**Question: why isn't the starting shape the best one, and why does the pressure vanish at both ends?**

I have a scan in which a germanium crystal is flattened or stretched along one axis while its volume stays the same. The axial ratio is its height divided by its width, relative to the starting cell, so 1.0 means no deformation.

Ge in space group Cmcm (a = 2.976, b = 5.189, c = 4.728 Å, not relaxed) is deformed along c at fixed volume and fractional coordinates. Ansatz 0.2.0 was used with plane-wave PAW, scalar-relativistic LDA, no spin polarisation, a 420 eV cutoff, a 20×20×12 k mesh and 0.15 eV Gaussian smearing. Free energies are relative to the undeformed cell; pressure is positive in compression.

| axial ratio (over its starting value) | energy change (meV/atom) | pressure (GPa) |
| --- | --- | --- |
| 0.85 | 40.9 | 0.21 |
| 0.92 | 22.1 | -0.83 |
| 1.0 | 0.0 | -1.27 |
| 1.1 | -1.6 | -0.98 |
| 1.2 | 27.5 | 0.10 |

I thought the energy would rise on both sides of 1.0. Instead it falls steeply from the flattened end to 1.0, is no higher at 1.1, and only then climbs. The pressure confuses me more: it is nearly zero in the most deformed cells and furthest from zero in the undeformed one. Are the end points somehow better relaxed than the start?

**Answer**

The end points are not better relaxed. Both columns make sense once you look at how the atoms are packed.

This is not the familiar diamond form of germanium, in which each atom has four neighbours. It is a slightly distorted hexagonal close packing, with twelve neighbours around each atom. Six of them lie in the atom's own layer, three in the layer above and three in the layer below. The scan axis is perpendicular to the layers, so stretching the crystal moves the layers apart and, because the volume is fixed, squeezes the atoms together within each layer.

**Two sets of contacts that trade length**

Suppose the axial ratio grows by 3 %. At constant volume the height then grows by 2 % and every width shrinks by 1 %. The contacts within a layer follow the width, so they become 1 % shorter.

A contact between layers is slanted. In ideal close packing, one third of its squared length comes from the sideways distance and two thirds from the height. Its relative change is therefore ⅓ × (−1 %) + ⅔ × (+2 %) = +1 %. Six contacts shorten by as much as the other six lengthen, and to first order their energies cancel.

The cancellation fails at second order, because repulsion between atoms grows ever more steeply as they approach. The six shortened contacts cost more energy than the six lengthened ones give back. A close-packed crystal should therefore have its lowest energy near the shape in which all twelve contacts are equal, and the cost should grow roughly as the square of the unevenness. This is an argument from general physics; the table does not separate the repulsion from the rest of the energy.

**Where the balance lies**

The starting cell was not relaxed, and it is slightly too flat for equal contacts. Geometry alone puts the balance at an axial ratio of about 1.03. A minimum near that point would account for an energy curve that is not centred on 1.0.

The stresses from the same calculation locate the minimum independently of this picture. At fixed volume, the slope of the energy against the logarithm of the axial ratio is −⅔ × volume × (axial stress − transverse stress), with compression counted as positive. The stress difference is +1.8 GPa at 1.0 and −1.9 GPa at 1.1. The undeformed cell still tends to grow taller, while the next one tends to become flatter, and a straight line between them crosses zero near 1.05.

That is close to the balance point but need not coincide with it. In hexagonal packing, no symmetry forces the minimum to sit where the contacts are equal. Nor should you read meaning into the 1.6 meV/atom by which row 1.1 lies below row 1.0: the two rows stand on opposite sides of a shallow minimum, and so small a difference would need convergence tests first.

**How much does unevenness cost?**

The simplest model has the form

energy change = constant + stiffness × [ln(length between layers / length within a layer)]²

The lengths come from a regular hexagonal cell with the same area and height. The constant and the stiffness were fitted to all five rows, so the following example is a check on the description and not a prediction.

At an axial ratio of 1.2 the contacts are 3.124 Å between layers and 2.810 Å within them. The logarithm of their ratio is 0.106, and its square is 0.0112. Multiplied by the fitted stiffness of 2913 meV/atom, this gives about 33 meV/atom; adding the constant of −1.7 leaves 31. The calculation gave 27.5 meV/atom.

The typical miss over the five rows is about 5 meV/atom, in a column that spans 42.5 meV/atom. The worst is at 0.92, where the model falls short by 8 of the 22 meV/atom. A parabola centred on the starting cell, also with two fitted constants, misses by about twice as much. A centre somewhat above 1.0 thus describes the energy better than the starting cell does. Five rows cannot tell equal contacts at 1.03 from the stress minimum near 1.05, nor prove that repulsion is the cause. The output below gives the fits and the stresses row by row.

**Why the pressure rises at both ends**

The same reasoning can account for the pressure, though here too the cause is argued and not proved. When the contacts become uneven, the shortened ones push outwards harder by more than the lengthened ones relax. The average outward push should therefore increase on either side of the balance, whether you flatten the crystal or stretch it. The same form of model, fitted separately to the five pressures, reproduces them to about 0.1 GPa, while the rise from the undeformed cell is 1.5 GPa to the flattened end and 1.4 GPa to the stretched end.

The near-zero values at the ends depend on where the curve starts. In the undeformed cell the pressure is −1.27 GPa, which means that at this level of theory the crystal would like to shrink a little. Deformation adds a positive contribution that happens to cancel this at 0.85 and 1.2. With a slightly different volume, the zeros would fall at other shapes. The absolute pressures also deserve some caution, because the LDA calculation used atomic datasets made for another functional, and a finite plane-wave cutoff tends to make pressures too low.

A mean pressure near zero does not mean that the crystal is free of stress. At 1.2 the mean is only 0.10 GPa, yet the axial and transverse stresses differ by 7.5 GPa. In the undeformed cell, where the mean pressure is furthest from zero, that difference is the smallest of the five. To judge whether a cell has the right shape, compare the stresses along its separate axes; the mean pressure tells you whether its volume suits that shape.

**Where the picture falls short**

Flattening and stretching are less alike than the contacts suggest. At 0.85 and at 1.2 the two contact lengths differ by about the same amount, 11 %. Yet the energy slope obtained from the stresses is nearly three times as steep at 1.2. On the flattened side the slope even weakens between 0.92 and 0.85, so the crystal resists further flattening less and less.

Repulsion between neighbours, as modelled here, would make the two ends much more similar. A plausible cause is the energy of the valence electrons, which in close-packed metals also depends on the shape of the cell. Zinc and cadmium, whose hexagonal cells are far taller than ideal packing requires, are well-known examples of how far a real metal can depart from equal contacts. For this crystal that explanation is untested.

One step in the energy column is also odd. From 0.92 to 1.0 the energy falls by 22 meV/atom, whereas the stresses at the two ends of that step suggest about 16. Even if the steeper of the two slopes held all the way, the fall would be only 20. In the other three steps, energies and stresses agree to about 2 meV/atom, always with the stress estimate on the high side, as expected when the end values of an upward-curving slope are averaged. The smearing correction does not remove the odd step: extrapolated to zero smearing, the fall is still 22.2 meV/atom.

Either the slope becomes steeper somewhere inside that interval, or the energies and stresses carry a small numerical mismatch there. The position of the minimum hardly depends on the answer, since it follows from the change of sign between 1.0 and 1.1. The height of the curve on the flattened side does depend on it, by up to about 6 meV/atom, and so does the contact model's fit to those rows. Would a few more points between 0.92 and 1.0, repeated with a finer mesh and a higher cutoff, show a real steepening or make the discrepancy disappear?

Numerical output:

```
fit of energy_change on 5 rows: constant -1.668 +/- 4.3, coefficient of uneven 2913 +/- 504; rms 4.7, worst 0.92 -8.17, leave-one-out rms 6.52
fit of energy_change on 5 rows: constant 2.64 +/- 9.5, coefficient of usq 1000 +/- 483; rms 10.5, worst 1.1 13.3, leave-one-out rms 17.1
fit of pressure on 5 rows: constant -1.282 +/- 0.1, coefficient of uneven 109.1 +/- 12; rms 0.109, worst 1.2 -0.159, leave-one-out rms 0.179
Contacts and simple model:
   row  within layer (Å)  between layers (Å)  between over within (%)  model energy (meV/atom)  energy miss (meV/atom)  model pressure (GPa)  pressure miss (GPa)
  0.85             3.152               2.795                   -11.33                    40.47                 -0.4286                0.2955              0.08545
  0.92              3.07               2.853                   -7.055                    13.93                  -8.172               -0.6982               0.1318
   1.0             2.986               2.926                   -2.013                  -0.4633                 -0.4633                -1.237              0.03306
   1.1             2.893               3.022                    4.488                    3.948                   5.548                -1.072             -0.09181
   1.2              2.81               3.124                    11.17                    31.02                   3.516              -0.05852              -0.1585
Stresses and energy steps from the row before:
   row  axial less transverse stress (GPa)  energy slope (meV/atom per unit log ratio)  step from stresses (meV/atom)  step in table (meV/atom)
  0.85                                2.71                                      -205.8                            n/a                       n/a
  0.92                               3.165                                      -240.4                         -17.66                     -18.8
   1.0                               1.795                                      -136.3                         -15.71                     -22.1
   1.1                              -1.944                                       147.6                         0.5384                      -1.6
   1.2                              -7.463                                       566.8                          31.08                      29.1
Starting height over in-layer distance: 1.583
Axial ratio at which all twelve contacts are equal: 1.031
Axial ratio at which the stress difference vanishes, by straight line: 1.047
Height over in-layer distance at that point: 1.658
Fall from 0.92 to 1.0 if the steeper end slope held throughout (meV/atom): 20.05
Pressure rise from row 1.0 to row 0.85 (GPa): 1.48
Pressure rise from row 1.0 to row 1.2 (GPa): 1.37
```
